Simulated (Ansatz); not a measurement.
# From the elastic tensor of BN at 22 GPa (stress–strain coefficients) to moduli and sound speeds

Level of theory: Ansatz, DFT LDA, scalar-relativistic, plane waves, PAW. Cutoff 420 eV, 12×12×6 k-points (Γ-centred), fixed occupations. No spin polarisation.

The structure is hexagonal, space group P6_3/mmc (No. 194). The conventional cell has a = 2.458 Å, b = 2.458 Å, c = 5.171 Å, α = 90.00°, β = 90.00°, γ = 120.00°. B (site symmetry -6m2) has 3 N at 1.42 Å as nearest neighbours. N (site symmetry -6m2) has 3 B at 1.42 Å as nearest neighbours.

The crystal is built of layers and no dispersion correction was added, so the binding between them is poorly described, and with it their spacing and whatever depends on it.

Relaxed-ion constants (GPa, on the Cartesian axes of the calculation):
```
1217.4  340.8   56.3    0.0    0.0    0.0
 340.8 1217.4   56.3    0.0    0.0    0.0
  56.4   56.4  186.2    0.0    0.0    0.0
   0.0    0.0    0.0   38.7    0.0    0.0
   0.0    0.0    0.0    0.0   38.7    0.0
   0.0    0.0    0.0    0.0    0.0  438.3
```

Density 3.047 g/cm³; 4 atoms in 27.05 Å³.

The values that follow are for a polycrystal of randomly turned grains, by Hill's mean where one number stands. In a crystal this anisotropic the Voigt and Reuss bounds lie far apart, so Hill's mean and the sound speeds and Debye temperature from it are rough.

With S = C⁻¹: B_V = (C11+C22+C33+2(C12+C13+C23))/9, G_V = (C11+C22+C33−C12−C13−C23+3(C44+C55+C66))/15, 1/B_R = S11+S22+S33+2(S12+S13+S23), 15/G_R = 4(S11+S22+S33−S12−S13−S23)+3(S44+S55+S66); Hill is their mean. Then v_l = √((B+4G/3)/ρ), v_t = √(G/ρ), v_m = [(2/v_t³+1/v_l³)/3]^(−1/3) and Θ = (ħ/k_B)·v_m·(6π²n/V)^(1/3) for n atoms in the volume V; E = 9BG/(3B+G), ν = (3B−2G)/(2(3B+G)) and A^U = 5G_V/G_R + B_V/B_R − 6.

```
Bulk modulus, Voigt / Reuss / Hill          : 392.0 / 166.4 / 279.2 GPa
Shear modulus, Voigt / Reuss / Hill         : 247.6 / 77.5 / 162.6 GPa
Young's modulus                             : 408 GPa
Poisson ratio                               : 0.256
Pugh ratio B/G                              : 1.72
Universal anisotropy index                  : 12.33
Longitudinal and transverse sound speeds    : 12757 and 7304 m/s
Debye temperature from the mean sound speed : 1278 K
```

Cost: 1 run of about 0.65 core-minutes, on Intel Xeon Platinum 8488C (Sapphire Rapids) (shared hosts).

The stiffness is strongly directional: C11 is 1217.4 GPa, against 186.2 GPa for C33 and only 38.7 GPa for C44. Strain within the layers stretches and bends strong, polar sp2 σ bonds, whereas strain along c acts on the much softer contact between closed-shell sheets. Under pressure, Pauli repulsion between the sheets probably supplies much of C33. Sliding them past one another meets only the weak lateral variation of repulsion and electrostatics, so C44 is lower still.

Under a small further increase in hydrostatic pressure, the crystal would therefore shorten mainly along c. The Reuss value of 166.4 GPa is the bulk modulus that describes this single-crystal response, while the Voigt value is inflated by the rigid layers. The Pugh ratio says little about fracture here, since easy basal shear and cleavage are lost in an isotropic average.

The tensor is positive definite, which supports elastic stability against small homogeneous strains, but not thermodynamic stability against the denser sp3-bonded wurtzite and zinc-blende forms favoured by compression.
